\section*{Problem}

In cubic CsBI$_3$ (B = Ge, Sn, Pb) the B$^{2+}$ ion, formally $s^2p^0$ in its valence shell, sits at the centre of an octahedron of I$^-$ ions at distance $d$. (a) Find the filled levels that arise from cation $s$ and anion $p$. (b) Find the couplings allowed by an off-centre shift $Q$ of the cation. (c) Derive the curvature of the energy at $Q=0$ and the condition for distortion. (d) Show how the anion enters. (e) Express the parameters through two-centre hoppings. (f) Relate the site model to the crystal. (g) Evaluate it for the three iodides. (h) State the range of validity.

\section*{Premises and conventions}

Energies are in eV and lengths in \AA.
\begin{enumerate}
\item[P1.] Nuclei are static and classical. The energy is twice the sum of the filled one-electron levels plus a remainder. Spin--orbit coupling is left out until (h).
\item[P2.] The basis is orthonormal. Three orbitals are kept: the cation $s$ orbital $|s\rangle$ at $\epsilon_s$; the $a_{1g}$ combination $|a\rangle=6^{-1/2}\sum_j|p_j^{\rm out}\rangle$ of the six radial anion $p$ orbitals, positive lobes outward, at $\epsilon_a$; and the component $|p\rangle$ along the shift of the lowest empty $t_{1u}$ level, mainly cation $p$, at $\epsilon_p$.
\item[P3.] $D=\epsilon_a-\epsilon_s>0$, and $V=\langle s|H|a\rangle>0$. The sign of $V$ follows from the choice of outward lobes, as shown in (e).
\item[P4.] Four electrons fill the two $a_{1g}$ levels, and $|p\rangle$ is empty.
\item[P5.] $Q$ is the shift of the cation against a rigid anion cage. All other contributions of order $Q^2$ are collected in $\tfrac12K_rQ^2$.
\end{enumerate}
The curvature is $K=\mathrm d^2E/\mathrm dQ^2$ at $Q=0$, per cation.

\section*{(a) The filled antibonding level}

At $Q=0$ the even orbitals $|s\rangle,|a\rangle$ do not mix with the odd $|p\rangle$. The $a_{1g}$ block and its secular equation are
\begin{equation}
H_0=\begin{pmatrix}\epsilon_s&V\\V&\epsilon_a\end{pmatrix},\qquad (E-\epsilon_s)(E-\epsilon_a)=V^2 ,
\end{equation}
with roots
\begin{equation}\label{eq:levels}
E^{*},E_b=\frac{\epsilon_s+\epsilon_a}{2}\pm\frac{R}{2},\qquad R=\sqrt{D^2+4V^2}.
\end{equation}
For the upper root the first row of $(H_0-E^*)c=0$ gives $c_s/c_a=V/(E^*-\epsilon_s)=2V/(R+D)$. Since $4V^2=(R-D)(R+D)$, one has $c_s^2/c_a^2=(R-D)/(R+D)$, and normalisation gives the cation $s$ weight
\begin{equation}\label{eq:w}
w=c_s^2=\frac{R-D}{2R}=\frac12\left(1-\frac{D}{\sqrt{D^2+4V^2}}\right).
\end{equation}
The two eigenvectors are
\begin{equation}\label{eq:vec}
|*\rangle=\sqrt w\,|s\rangle+\sqrt{1-w}\,|a\rangle,\qquad |b\rangle=\sqrt{1-w}\,|s\rangle-\sqrt w\,|a\rangle .
\end{equation}
The inner lobes of $|a\rangle$ are negative, so $|*\rangle$ changes sign between cation and anion and is antibonding. For $D>0$ one has $w<\tfrac12$: the highest filled level is mainly anion $p$, with $w\to V^2/D^2$ for $V\ll D$ and $w\to\tfrac12$ for $V\gg D$. Because both levels are filled, their energy is $2(E^*+E_b)=2(\epsilon_s+\epsilon_a)$, independent of $V$. A change of $V$ at order $Q^2$ therefore does not enter the curvature.

\section*{(b) Coupling by the shift}

Write $H=H^{(0)}+QH^{(1)}+\dots$. The shift is a polar vector ($t_{1u}$ in $O_h$) and $H$ is invariant when $Q$ and the orbitals are transformed together, so $H^{(1)}$ is odd under inversion. All diagonal elements of $H^{(1)}$ vanish. The closed-shell ground state $A_{1g}$ is non-degenerate and has no energy linear in $Q$, so there is no first-order Jahn--Teller effect. An $a_{1g}$ orbital couples linearly only to the $t_{1u}$ component parallel to the shift, since the shifted site keeps a rotation axis under which both must be invariant. Two constants remain,
\begin{equation}
\langle s|H|p\rangle=\lambda Q,\qquad \langle a|H|p\rangle=\mu Q ,
\end{equation}
and from Eq.~(\ref{eq:vec}) the eigenstates couple to $|p\rangle$ by $gQ$ and $g_bQ$ with
\begin{equation}\label{eq:g}
g=\sqrt w\,\lambda+\sqrt{1-w}\,\mu,\qquad g_b=\sqrt{1-w}\,\lambda-\sqrt w\,\mu .
\end{equation}

\section*{(c) Curvature}

In the basis $|*\rangle,|b\rangle,|p\rangle$,
\begin{equation}
H(Q)=\begin{pmatrix}E^*&0&gQ\\0&E_b&g_bQ\\gQ&g_bQ&\epsilon_p\end{pmatrix}.
\end{equation}
Expanding the determinant of $E-H$ along the last row and dividing by $(E-E^*)(E-E_b)$ gives the exact condition
\begin{equation}\label{eq:sec}
E-\epsilon_p=Q^2F(E),\qquad F(E)=\frac{g^2}{E-E^*}+\frac{g_b^2}{E-E_b}.
\end{equation}
Let the highest root be $\epsilon_p+\delta$. The trace of $H$ does not depend on $Q$, so the two filled levels together fall by $\delta$, and with two electrons in each
\begin{equation}
E(Q)-E(0)=\tfrac12K_rQ^2-2\delta(Q).
\end{equation}
Iterating $\delta=Q^2F(\epsilon_p+\delta)$ once gives $\delta=FQ^2+FF'Q^4+O(Q^6)$, with $F$ and $F'$ taken at $\epsilon_p$. With $\Delta^*=\epsilon_p-E^*$ and $\Delta_b=\epsilon_p-E_b$, both positive by P4, $F>0$ and $F'=-g^2/\Delta^{*2}-g_b^2/\Delta_b^2<0$, and
\begin{equation}\label{eq:EQ}
E(Q)-E(0)=\tfrac12\,(K_r-4F)\,Q^2+2F|F'|\,Q^4+O(Q^6).
\end{equation}
The curvature is
\begin{equation}\label{eq:K}
K=K_r-S_b-S^*,\qquad S^*=\frac{4g^2}{\epsilon_p-E^*},\qquad S_b=\frac{4g_b^2}{\epsilon_p-E_b}.
\end{equation}
The factor 4 is a factor 2 for spin times a factor 2 from the second derivative of $Q^2$. Collecting everything except the frontier pair into $K_0=K_r-S_b$ gives the result
\begin{equation}\label{eq:main}
\boxed{K=K_0-\frac{4g^2}{\epsilon_p-E^*}},\qquad K_0=K_r-\frac{4g_b^2}{\epsilon_p-E_b},
\end{equation}
and the centred site is unstable when $K<0$, that is when $4g^2>K_0(\epsilon_p-E^*)$. The constant $K_0$ already contains the bonding-level term, which depends on $D$ and $V$.

Equation~(\ref{eq:main}) is the second-order Jahn--Teller formula. For many-electron states, second-order perturbation theory gives
\begin{equation}
K=\Big\langle0\Big|\frac{\partial^2H}{\partial Q^2}\Big|0\Big\rangle-2\sum_{m\neq0}\frac{|\langle m|H^{(1)}|0\rangle|^2}{E_m-E_0}.
\end{equation}
The singlet $T_{1u}$ excitation $|*\rangle\to|p\rangle$ is the sum of the spin-up and spin-down promotions divided by $\sqrt2$. Its matrix element is $2g/\sqrt2=\sqrt2\,g$, and its term is $-2\cdot2g^2/\Delta^*$, as in Eq.~(\ref{eq:main}). The perturbed frontier orbital is $|*\rangle-(gQ/\Delta^*)|p\rangle$. For $g>0$ the admixed cation $p$ lobe adds to cation $s$ on the side opposite to the shift, which is the directed lone pair.

A symmetric second-rank tensor invariant under $O_h$ is a multiple of the unit tensor, so $K$ is the same for shifts along $[100]$, $[110]$ and $[111]$. The direction of a distortion is chosen by anisotropic terms of fourth order, which the three-level model lacks.

\section*{(d) Role of the anion}

By Eqs.~(\ref{eq:vec}) and (\ref{eq:g}), $F(\epsilon_p)=u^{T}(\epsilon_p-H_0)^{-1}u$ with $u=(\lambda,\mu)^T$. Put $A=\epsilon_p-\epsilon_s$ and $B=\epsilon_p-\epsilon_a$. Inverting the $2\times2$ matrix gives the total softening
\begin{equation}\label{eq:S}
S=S^*+S_b=4\,\frac{\lambda^2B+2\lambda\mu V+\mu^2A}{AB-V^2},\qquad AB-V^2=\Delta^*\Delta_b .
\end{equation}
For $\mu=0$ this reduces to
\begin{equation}\label{eq:enh}
S=\frac{4\lambda^2}{A-V^2/B},
\end{equation}
which exceeds the value $4\lambda^2/A$ of an unhybridised $s^2$ ion by the factor $(1-V^2/AB)^{-1}$. The anion $p$ shell carries the weight $w$ of cation $s$ from the deep level up to $E^*$, where the denominator is small. At fixed $\epsilon_a$, Eq.~(\ref{eq:levels}) gives $\partial E^*/\partial D=-w$ and $\partial E^*/\partial V=2V/R$. A smaller $D$ or a larger $V$ therefore raises $E^*$, raises $w$ and shrinks $\Delta^*$. The denominator in Eq.~(\ref{eq:S}) vanishes where $E^*$ reaches $\epsilon_p$, at which point P4 fails.

\section*{(e) Parameters from hoppings}

Use the Slater--Koster rules for nearest neighbours, with direction cosines $l,m$ from cation to anion: $\langle s|H|p_x\rangle=l\,t$, $\langle p_x|H|p_x\rangle=l^2V_\sigma+(1-l^2)V_\pi$ and $\langle p_x|H|p_y\rangle=lm(V_\sigma-V_\pi)$, where $t>0$, $V_\sigma>0$, $V_\pi<0$. Near $d$ each hopping is taken to vary as $r^{-n}$.

\emph{Centred site.} Each outward orbital gives $+t$, so $V=6t/\sqrt6=\sqrt6\,t$. The bare cation orbital $|p_0\rangle=p_x$ at $\epsilon_p^0$ meets the $p_x$ orbitals of two axial anions through $V_\sigma$ and of four equatorial anions through $V_\pi$. It couples only to the normalised combination $|\tau\rangle=W^{-1}\big(V_\sigma\sum_{\rm ax}+V_\pi\sum_{\rm eq}\big)|p_x\rangle$, with strength $W=(2V_\sigma^2+4V_\pi^2)^{1/2}$. The algebra of (a), with $\epsilon_a=0$, gives the empty level $|p\rangle=c_p|p_0\rangle+c_\tau|\tau\rangle$:
\begin{equation}\label{eq:ep}
\epsilon_p=\frac{\epsilon_p^0}{2}+\sqrt{\frac{(\epsilon_p^0)^2}{4}+W^2},\qquad c_\tau^2=1-c_p^2=\frac12\left(1-\frac{\epsilon_p^0}{\sqrt{(\epsilon_p^0)^2+4W^2}}\right),
\end{equation}
with $c_p,c_\tau>0$. The lower partner of this level is filled. Its mixing with the filled $a_{1g}$ levels leaves the sum of filled levels unchanged at order $Q^2$.

\emph{Shift along $+x$.} The axial distances become $d\mp Q$. The equatorial distances change only at order $Q^2$, while their cosine becomes $l=-Q/d$. For $\langle s|H|\tau\rangle=\nu Q$ the axial pair gives $t(d-Q)-t(d+Q)=2ntQ/d$, where $t(r)$ is the hopping at distance $r$, and each equatorial $p_x$ gives $-tQ/d$. For $\langle p_0|H|a\rangle=\mu_0Q$ the axial pair gives $2nV_\sigma Q/d$ and each equatorial outward orbital gives $-(V_\sigma-V_\pi)Q/d$. Hence
\begin{equation}\label{eq:numu}
\nu=\frac{t\,(2nV_\sigma-4V_\pi)}{W d},\qquad \mu_0=\frac{(2n-4)V_\sigma+4V_\pi}{\sqrt6\,d}.
\end{equation}
The anions do not move, so $\langle a|H^{(1)}|\tau\rangle=0$, and
\begin{equation}\label{eq:lm}
\lambda=c_\tau\nu+c_p\lambda_0,\qquad\mu=c_p\mu_0 ,
\end{equation}
where $\lambda_0Q=\langle s|H|p_0\rangle$ is an on-site mixing by the electric field at the shifted ion. In $\mu_0$ the axial and equatorial parts oppose each other, and the $\sigma$ part cancels for $n=2$.

\section*{(f) The crystal}

Let all cations shift in phase. The wavevector is conserved, and second-order perturbation theory gives, per cell,
\begin{equation}\label{eq:BZ}
K=K_r'-\frac4N\sum_{\mathbf k}\sum_{v,c}\frac{|\langle c\mathbf k|H^{(1)}|v\mathbf k\rangle|^2}{E_{c\mathbf k}-E_{v\mathbf k}},
\end{equation}
with $v$ and $c$ the filled and empty bands, $N$ the number of cells, and $K_r'$ the terms that involve no band mixing. With lattice constant $2d$, the Bloch sum of the radial $p$ orbital on the anion along axis $i$ carries phases $e^{\pm ik_id}$ at $\pm d$. Cation $s$ couples to it by $2it\sin k_id$, and cation $p_x$ couples to anion $p_x$ by $2V_\sigma\cos k_xd$, $2V_\pi\cos k_yd$ and $2V_\pi\cos k_zd$. Thus
\begin{equation}
|V(\mathbf k)|^2=4t^2\sum_i\sin^2k_id,\qquad W(\mathbf k)^2=4V_\sigma^2\cos^2k_xd+4V_\pi^2(\cos^2k_yd+\cos^2k_zd).
\end{equation}
The zone means of $\sin^2$ and $\cos^2$ are $\tfrac12$, so $\langle|V|^2\rangle=6t^2$ and $\langle W^2\rangle=2V_\sigma^2+4V_\pi^2$. These are the site values of (e): the site model reproduces the second moments of the band couplings, and it is an estimate of the zone sum rather than an exact evaluation.

At the zone corner R, where $k_id=\pi/2$, one has $V_{\rm R}^2=12t^2=2V^2$ and $W=0$. There $E^*$ is the valence band top, the empty level is pure cation $p$ at $\epsilon_p^0$, and the $a_{1g}$-like block is exactly $H_0$ with $V\to V_{\rm R}$. The hopping part of $\lambda$ vanishes because $c_\tau=0$. The symmetric anion state is normalised by $3^{-1/2}$ in place of $6^{-1/2}$ with the same six bonds, so $\mu_{\rm R}=\sqrt2\mu_0$. The band gap is the smallest denominator in Eq.~(\ref{eq:BZ}) and belongs to a single point of the zone. It must not be inserted for $\epsilon_p-E^*$ together with the site couplings.

\section*{(g) Illustration: CsGeI$_3$, CsSnI$_3$, CsPbI$_3$}

\emph{Given inputs, all approximate.} The bond lengths $d$ are typical of the cubic cells. The levels relative to I $5p$ ($\epsilon_a=0$) are typical scalar-relativistic free-atom values. The hoppings are Harrison's universal ones, $t=1.42\eta$, $V_\sigma=2.22\eta$, $V_\pi=-0.63\eta$, with $\eta=\hbar^2/m_ed^2$ and $\hbar^2/m_e=7.62$ eV\,\AA$^2$. The local exponent is a separate, assumed input, $n=3$, and $\lambda_0=0$. Then $V=3.478\,\eta$, $W=3.383\,\eta$, $\nu=6.649\,\eta/d$ and $\mu_0=0.784\,\eta/d$. Unrounded values are carried through, and the digits are printed so that the arithmetic can be followed; the inputs support the first figure at most.

\begin{center}
\begin{tabular}{lccc}
\hline
 & CsGeI$_3$ & CsSnI$_3$ & CsPbI$_3$\\
\hline
$d$ (\AA), input & 3.00 & 3.10 & 3.15\\
$D$ (eV), input & 4.7 & 3.6 & 5.0\\
$\epsilon_p^0$ (eV), input & 3.2 & 3.3 & 3.5\\
\hline
$\eta$ (eV) & 0.847 & 0.793 & 0.768\\
$V$ (eV) & 2.94 & 2.76 & 2.67\\
$W$ (eV) & 2.86 & 2.68 & 2.60\\
$E^*$ (eV) & 1.42 & 1.49 & 1.16\\
$E_b$ (eV) & $-6.12$ & $-5.09$ & $-6.16$\\
$w$ & 0.188 & 0.227 & 0.158\\
$\epsilon_p$ (eV) & 4.88 & 4.80 & 4.88\\
$c_\tau^2$ & 0.256 & 0.238 & 0.221\\
$\Delta^*$ (eV) & 3.46 & 3.31 & 3.72\\
$\Delta_b$ (eV) & 11.00 & 9.89 & 11.04\\
$\lambda$ (eV/\AA) & 0.950 & 0.830 & 0.761\\
$\mu$ (eV/\AA) & 0.191 & 0.175 & 0.169\\
$g$ (eV/\AA) & 0.584 & 0.549 & 0.458\\
$g_b$ (eV/\AA) & 0.773 & 0.646 & 0.631\\
$S^*$ (eV/\AA$^2$) & 0.394 & 0.365 & 0.225\\
$S_b$ (eV/\AA$^2$) & 0.217 & 0.169 & 0.144\\
$S$ (eV/\AA$^2$) & 0.611 & 0.534 & 0.370\\
\hline
\end{tabular}
\end{center}

The rows follow in order from Eqs.~(\ref{eq:levels}), (\ref{eq:w}), (\ref{eq:ep}), (\ref{eq:lm}), (\ref{eq:g}) and (\ref{eq:K}). Three points are read from the table.

First, the level scheme alone favours Sn, whose high $5s$ level gives the largest $w$ and the smallest $\Delta^*$. The factor $(1-V^2/AB)^{-1}$ of Eq.~(\ref{eq:enh}) is 1.23 for Ge, 1.23 for Sn and 1.17 for Pb. Ge moves ahead of Sn through $\lambda$, which contains $\eta/d\propto d^{-3}$ and a larger $c_\tau$. Pb comes last because its $6s$ level lies deepest, a relativistic stabilisation contained in the input $D$, and its bond is longest.

Second, the antibonding level gives the larger part of $S$, but $S_b$ amounts to roughly one half to two thirds of $S^*$ and changes along the series. It has to be retained inside $K_0$.

Third, the site distorts when $K_r<S$. If $K_r$ were common to the three compounds, none would distort for $K_r>0.61$ eV/\AA$^2$, only the Ge site for $0.53<K_r<0.61$, the Ge and Sn sites for $0.37<K_r<0.53$, and all three below 0.37. The model does not supply $K_r$, so it orders the lone-pair softening and does not predict which phase is polar.

As a second sample of the zone sum, the R point gives $\epsilon_p^0-E^*_{\rm R}=0.77$, $0.80$ and $1.47$ eV, and $S^*_{\rm R}=4(1-w_{\rm R})\,2\mu_0^2/(\epsilon_p^0-E^*_{\rm R})=0.38$, $0.28$ and $0.15$ eV/\AA$^2$, where $w_{\rm R}$ is Eq.~(\ref{eq:w}) with $V_{\rm R}$. The small denominators are offset by small couplings, and the order Ge, Sn, Pb is the same. Two samples do not bound the zone mean.

\section*{(h) Range of validity}

\emph{Order in $Q$.} Equation~(\ref{eq:main}) is exact as the curvature of the three-level model for $\epsilon_p>E^*$. The quadratic form describes finite shifts while $|gQ|\ll\Delta^*$. For Ge at $Q=0.3$ \AA\ this ratio is 0.05, and with $|F'|=0.033$ \AA$^{-2}$ the quartic term of Eq.~(\ref{eq:EQ}) is only $Q^2|F'|=0.003$ of the quadratic electronic term. The amplitude and direction of a distortion are therefore set by anharmonic terms outside the model, such as short-range repulsion on the shortened bonds and the nonlinear variation of the hoppings.

\emph{Content of $K_r$.} The product $t_{1u}\otimes t_{1u}=a_{1g}+e_g+t_{1g}+t_{2g}$ lets other filled anion levels mix with the empty $t_{1u}$ level. The radial $e_g$ combination, with coefficients $2/\sqrt{12}$ on the axial and $-1/\sqrt{12}$ on the equatorial outward orbitals, couples to $|p_0\rangle$ by $\mu_eQ$. The bond terms of (e) give $\mu_e=[4nV_\sigma+4(V_\sigma-V_\pi)]/(\sqrt{12}\,d)=10.98\,\eta/d$ for $n=3$. Its softening $4c_p^2\mu_e^2/\epsilon_p$ is 5.9, 5.0 and 4.6 eV/\AA$^2$, about ten times $S$. This is ordinary cation $p$--anion $p$ covalency, which does not involve cation $s$, and it is opposed by the repulsive terms. $K_r$ is thus a difference of large terms. It differs between compounds and depends on volume, and the lone-pair term decides the sign of $K$ only where that difference is below about 1 eV/\AA$^2$.

\emph{Exponent $n$.} Equation~(\ref{eq:S}) gives $S=0.20$, $0.17$, $0.13$ eV/\AA$^2$ for $n=2$ and $1.6$, $1.4$, $1.0$ eV/\AA$^2$ for $n=4$. The order survives, and the magnitude is uncertain by a factor of about three either way. For $n=2$, $\mu$ is negative, the two parts of $g$ nearly cancel, and $S^*$ for Ge drops to 0.006 eV/\AA$^2$. The dominance of the frontier pair thus requires that $\mu$ does not oppose $\lambda$.

\emph{On-site mixing.} Six point charges give no field linear in $Q$, since Laplace's equation and cubic symmetry exclude a quadratic potential. An in-phase shift in the crystal does give one. Add a uniform charge density $-Ze/\Omega$ to the cation lattice and $+Ze/\Omega$ to the remaining ions, with $\Omega=(2d)^3$. The first system exerts no field at its own sites under periodic boundary conditions. The potential of the second obeys $\nabla^2\phi=-Ze/\epsilon_0\Omega$ near the site, so cubic symmetry gives the field $ZeQ/3\epsilon_0\Omega$ along the shift. With the formal charge $Z=2$, no screening and an approximate dipole $\langle s|x|p_0\rangle\approx1$ \AA, this yields $\lambda_0=0.56$ eV/\AA\ for Ge. The field pushes electrons to the side opposite to the shift, as the hopping term does, so the two add, and $S$ would rise from 0.61 to 1.3 eV/\AA$^2$. Covalent reduction of $Z$ and electronic screening alter this figure.

\emph{Spin--orbit coupling.} A splitting $\xi$ of the empty level places $j=\tfrac12$ at $-2\xi/3$ and $j=\tfrac32$ at $+\xi/3$. The state $p_z\!\uparrow$ has weights $\tfrac13$ and $\tfrac23$ on them, so
\begin{equation}
\frac1{\Delta^*}\;\to\;\frac{1/3}{\Delta^*-2\xi/3}+\frac{2/3}{\Delta^*+\xi/3}=\frac1{\Delta^*}\left(1+\frac{2\xi^2}{9\Delta^{*2}}+\dots\right).
\end{equation}
The term linear in $\xi$ cancels. With a typical $\xi\approx1.5$ eV for Pb, and the splitting of the iodine levels ignored, $S^*$ grows by the factor 1.04 in the site model and by 1.54 at R.

\emph{Remaining limits.} Free-atom levels omit the Madelung and charging shifts of the crystal, which change $D$ and $\epsilon_p^0$ in opposite directions. Orbital overlap and the anion $s$ orbitals are neglected, and one-electron level differences stand in for singlet excitation energies. The true soft mode also moves the iodine and caesium ions and couples to strain, and octahedral tilts compete with it. A negative $K$ is a statement about the static energy surface. An ordered polar structure further needs a well that is deep compared with the thermal and zero-point energy of the mode.